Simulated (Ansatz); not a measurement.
A series in volume scale on C

All results are calculated (Ansatz 0.2.0). Plane-wave DFT, scalar-relativistic PAW made under PBE with cores redone for the functional, no dispersion; the given relaxed cell is scaled uniformly, energy at zero smearing counts from the unscaled cell, pressure at the given Fermi-Dirac smearing is positive in compression.

The cell before it is scaled or strained (space group Im-3m, No. 229):
```
CELL_PARAMETERS angstrom
-1.19400 1.19400 1.19400
1.19400 -1.19400 1.19400
1.19400 1.19400 -1.19400
ATOMIC_POSITIONS crystal
C 0.00000 0.00000 0.00000
```

Settings of every row: spin polarised no; functional r2SCAN; wave cutoff 500 eV; smearing width 0.1 eV; k mesh 21x21x21.

Atom starting moment: 0 on all atoms.

Limits: the cell comes from a prototype or a list of computed structures and needn't be the stable phase.

| row | volume scale | V (Å³/atom) | energy change per atom (meV) | pressure (GPa) |
| --- | --- | --- | --- | --- |
| 1 | 0.88 | 5.992 | 65.62 | 29.64 |
| 2 | 0.92 | 6.264 | ? | ? |
| 3 | 0.96 | 6.536 | 5.43 | 7.57 |
| 4 | 1.04 | 7.081 | 6.78 | -6.78 |
| 5 | 1.08 | 7.354 | 23.07 | -11.78 |
| 6 | 1.12 | 7.626 | 47.08 | -15.92 |

Question: what energy change per atom and pressure should row 2 give?

Worked fit of energy change per atom. Take u = (V_r/V)^(2/3) − 1 with V_r = 7.081 Å³ an atom, which is twice the finite (Eulerian) strain; such expansions in the strain, on which the Birch-Murnaghan equation of state is built, carry the rest volume and the bulk modulus. The shown rows have u = 0.11776, 0.05484, 0, -0.0249, -0.04823. Least squares give energy change per atom = 6.426 − 456.503 × u + 8135.65 × u² meV; a straight line predicts inner rows, each left out in turn, worse (root mean square 27 against 0.72 meV). The rows lie off it by 0.13, -0.43, 0.35, 0.23, -0.29 (root mean square 0.3 meV). The withheld row has u = 0.08516, so the fit gives 6.426 − 456.503 × (0.08516) + 8135.65 × (0.08516)² = 26.55 meV.

The calculation gave 26.1 meV. The fit lies 0.45 meV (1.7 % of the value, 0.75 % of the column's range) above it; its largest miss of a shown row is 0.43 meV.

Worked fit of pressure. Take u = (V_r/V)^(2/3) − 1 with V_r = 7.081 Å³ an atom, which is twice the finite (Eulerian) strain; such expansions in the strain, on which the Birch-Murnaghan equation of state is built, carry the rest volume and the bulk modulus. The shown rows have u = 0.11776, 0.05484, 0, -0.0249, -0.04823. Least squares give pressure = −6.792 + 222.961 × u + 732.2 × u² GPa; a straight line predicts inner rows, each left out in turn, worse (root mean square 2.5 against 0.13 GPa). The rows lie off it by 0.02, -0.07, 0.01, 0.11, -0.08 (root mean square 0.069 GPa). The pressure vanishes at u = 0.0279, or V = 6.795 Å³ an atom, and there the bulk modulus at fixed shape and fractions is B = −V dP/dV = (2/3)(1 + u) dP/du = 181 GPa. The withheld row has u = 0.08516, so the fit gives −6.792 + 222.961 × (0.08516) + 732.2 × (0.08516)² = 17.51 GPa.

The calculation gave 17.47 GPa. The fit lies 0.04 GPa (0.088 % of the column's range) above it; its largest miss of a shown row is 0.11 GPa.
